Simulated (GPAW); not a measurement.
# Refractive index of KBr below its gap from PBE and PBE + 1.5 eV scissors: a test of the single-oscillator law

A common rule of thumb says that a transparent insulator refracts light as if its electrons had a single resonance, far above the photon energy. If so, 1/(n² − 1) falls on a straight line against the square of the photon energy, and two values of n fix the dispersion. The problem is to test this for KBr at six laser wavelengths, from 1550 to 405 nm. The index n, relative to vacuum, comes from the RPA dielectric function with clamped ions, once with PBE bands and once with the empty bands raised by 1.5 eV. The law is judged by its misses against these computed values, not against experiment.

## Method

The measured cell of a diffraction database, fixed. GPAW 26.7.0, plane waves with PAW (cutoff 450 eV), PBE and PBE + 1.5 eV scissors, no spin polarisation, no spin-orbit coupling, clamped ions. RPA dielectric function with local fields on a k mesh of 16×16×16, Lorentzian broadening 0.1 eV; the rows are a selection of common laser wavelengths, read off the computed spectrum below 72 % of the smallest direct gap; n is the real part of √ε. Smallest direct gap on the mesh: 4.44 eV (PBE) and 5.94 eV (PBE + 1.5 eV scissors).

Notes on method and selection:

- Excitons and lattice vibrations are left out; a gap that is too small makes n too large and too dispersive.
- Runs that did not converge, have known faults or may not be shown are not listed, and runs on Ansatz's PAW sets soft_1 and soft_2 are kept to separate tables.

Columns:

- E² (eV²): square of the photon energy.
- E (eV): photon energy.
- n: refractive index.

## Computed values

```
member   E² (eV²)  E (eV)  1/(n² − 1), PBE  1/(n² − 1), PBE + 1.5 eV scissors  n, PBE  n, PBE + 1.5 eV scissors
1550 nm  0.64      0.80    0.7308           0.8375                             1.539   1.481
1064 nm  1.36      1.17    0.7237           0.8322                             1.543   1.484
800 nm   2.40      1.55    0.7133           0.8243                             1.550   1.488
532 nm   5.43      2.33    0.6818           0.8012                             1.571   1.499
450 nm   7.59      2.75    0.6582           0.7844                             1.587   1.508
405 nm   9.37      3.06    0.6379           0.7702                             1.602   1.516
```

Least-squares fits to the whole series, with x = E² (eV²); R² and errors in the fitted variable (y, or ln y where the fit is in ln y):

```
y           level                  members  fit                        R²    rms residual  leave-one-out rms  the same for the mean of the others
1/(n² − 1)  PBE                    6        y = 0.7383 − 0.01061 x     1.00  7.2×10⁻⁴      0.0012             0.041
1/(n² − 1)  PBE + 1.5 eV scissors  6        y = 0.84268 − 0.0077002 x  1.00  2.3×10⁻⁴      4.0×10⁻⁴           0.030
n           PBE                    6        y = 1.5333 + 0.0071851 x   1.00  9.9×10⁻⁴      0.0017             0.028
n           PBE + 1.5 eV scissors  6        y = 1.4784 + 0.0039444 x   1.00  4.6×10⁻⁴      7.6×10⁻⁴           0.015
```

## The trend and its physics

From 1550 to 405 nm, n rises from 1.539 to 1.602 with PBE and from 1.481 to 1.516 with the scissors shift. Over the same rows 1/(n² − 1) falls by 0.0929 and 0.0673.

The simplest model assumes that the electrons are identical, undamped oscillators, that they respond linearly to the field, and that the ions stay still. An electron of mass $m$ and charge $-e$, bound with resonance frequency $\omega_0$ and driven by a field $\mathcal{E}$ of frequency $\omega$, is displaced by

$$u = -\frac{e\,\mathcal{E}}{m(\omega_0^2-\omega^2)}.$$

With $N$ such electrons per volume the polarisation is $-Neu$. Dividing it by $\varepsilon_0\mathcal{E}$ gives $n^2-1$. In terms of the photon energy $E=\hbar\omega$ and the resonance energy $E_0=\hbar\omega_0$,

$$n^2-1=\frac{F}{E_0^2-E^2},\qquad F=\frac{\hbar^2Ne^2}{\varepsilon_0 m},$$

and the inverse is a straight line in $E^2$:

$$\frac{1}{n^2-1}=\frac{E_0^2}{F}-\frac{E^2}{F}.$$

A local field proportional to the polarisation lowers $E_0$ but keeps this form. In a crystal, $F$ and $E_0$ are effective parameters.

The fitted lines give them directly. For PBE, F = 1 / 0.01061 = 94.3 eV² and E₀ = √(0.7383 / 0.01061) = 8.34 eV. With the scissors shift, F = 1 / 0.0077002 = 129.9 eV² and E₀ = √(0.84268 / 0.0077002) = 10.46 eV. Both resonances lie far above the smallest direct gaps of 4.44 and 5.94 eV, because E₀ stands for an average over many transitions and not for the absorption edge.

An R² of 1.00 says little here, since n itself fitted linearly in E² reaches it too. The leave-one-out error is more telling. For PBE it is 0.0012 / 0.041 = 0.03 of the error of the mean for 1/(n² − 1), but 0.0017 / 0.028 = 0.06 for n. The oscillator form is therefore the better of the two straight lines.

## Fixing and testing the model

Take the PBE column and fix the line on 1550 nm and 532 nm. The slope is

(0.6818 − 0.7308) / (5.43 − 0.64) = −0.0490 / 4.79 = −0.01023 per eV².

Each other member follows from the 1550 nm value and its distance in E² from that row.

- **1064 nm:** 0.7308 − 0.01023 × (1.36 − 0.64) = 0.7234. The table has 0.7237, so the line is low by 0.0003.
- **800 nm:** 0.7308 − 0.01023 × (2.40 − 0.64) = 0.7128. The table has 0.7133, so the line is low by 0.0005.
- **450 nm:** 0.7308 − 0.01023 × (7.59 − 0.64) = 0.6597. The table has 0.6582, so the line is high by 0.0015.
- **405 nm:** 0.7308 − 0.01023 × (9.37 − 0.64) = 0.6415. The table has 0.6379, so the line is high by 0.0036.

The index follows from $n=\sqrt{1+1/y}$, where $y$ is the value on the line. At 405 nm, the worst case, n = √(1 + 1 / 0.6415) = 1.5996, while the tabled inverse gives n = √(1 + 1 / 0.6379) = 1.6024. The miss of 1.6024 − 1.5996 = 0.0028 is small beside the rise of 1.602 − 1.539 = 0.063 across the series.

## Members off the line

Largest departures from the fit to the whole series:

```
member  level                  1/(n² − 1)  fit     computed − fit  in rms residuals
532 nm  PBE                    0.6818      0.6807  +0.0011         1.5
532 nm  PBE + 1.5 eV scissors  0.8012      0.8009  +0.0003         1.4
405 nm  PBE + 1.5 eV scissors  0.7702      0.7705  −0.0003         1.4
405 nm  PBE                    0.6379      0.6389  −0.0010         1.4
```

The misses in the worked example have a pattern. The line is too low between its two fixed points and too high beyond 532 nm, so the PBE values bend downwards. Their slope is (0.7133 − 0.7237) / (2.40 − 1.36) = −0.0100 per eV² from 1064 to 800 nm and (0.6379 − 0.6582) / (9.37 − 7.59) = −0.0114 per eV² from 450 to 405 nm.

The assumption that fails is the single resonance. With several, $n^2-1=\sum_i F_i/(E_i^2-E^2)$, and the terms of lowest $E_i$ grow fastest as the photon energy rises. For positive strengths this always bends 1/(n² − 1) downwards, which is the sign found.

The scissors shift moves the edge away from the photon energies and weakens the bend. A line through the same two wavelengths then gives 0.8375 − (0.8375 − 0.8012) / (5.43 − 0.64) × (9.37 − 0.64) = 0.7713 at 405 nm, too high by 0.0011 instead of 0.0036.

The fitted E₀ also rises by 10.46 − 8.34 = 2.12 eV, although the empty bands were raised by only 1.5 eV. A spread of transitions can account for this: the lowest ones weigh most in E₀, and a rigid shift reduces their extra weight. The fitted F rises as well, although the crystal holds the same number of electrons, so F cannot be read as an electron count here.

## Rules of thumb and their limits

At these six wavelengths the single-oscillator law holds well as an approximation: two PBE values give the other four to within 0.003 in n. It is not exact, and its error grows towards the gap.

The absolute index is much less certain than the shape. The 1.5 eV shift alone lowers n by 1.539 − 1.481 = 0.058 at 1550 nm, more than the 0.035 by which n varies along the scissors column. The true gap of KBr is wider still, and correcting for that would lower n further. The omitted attraction between electron and hole acts the other way. It moves absorption strength to lower energy and raises n.

[Logs are printed without paths, hosts, clocks, repeated set-up lines and the standing remarks that a program may print on its own settings, such as how far it seeks lower states.]
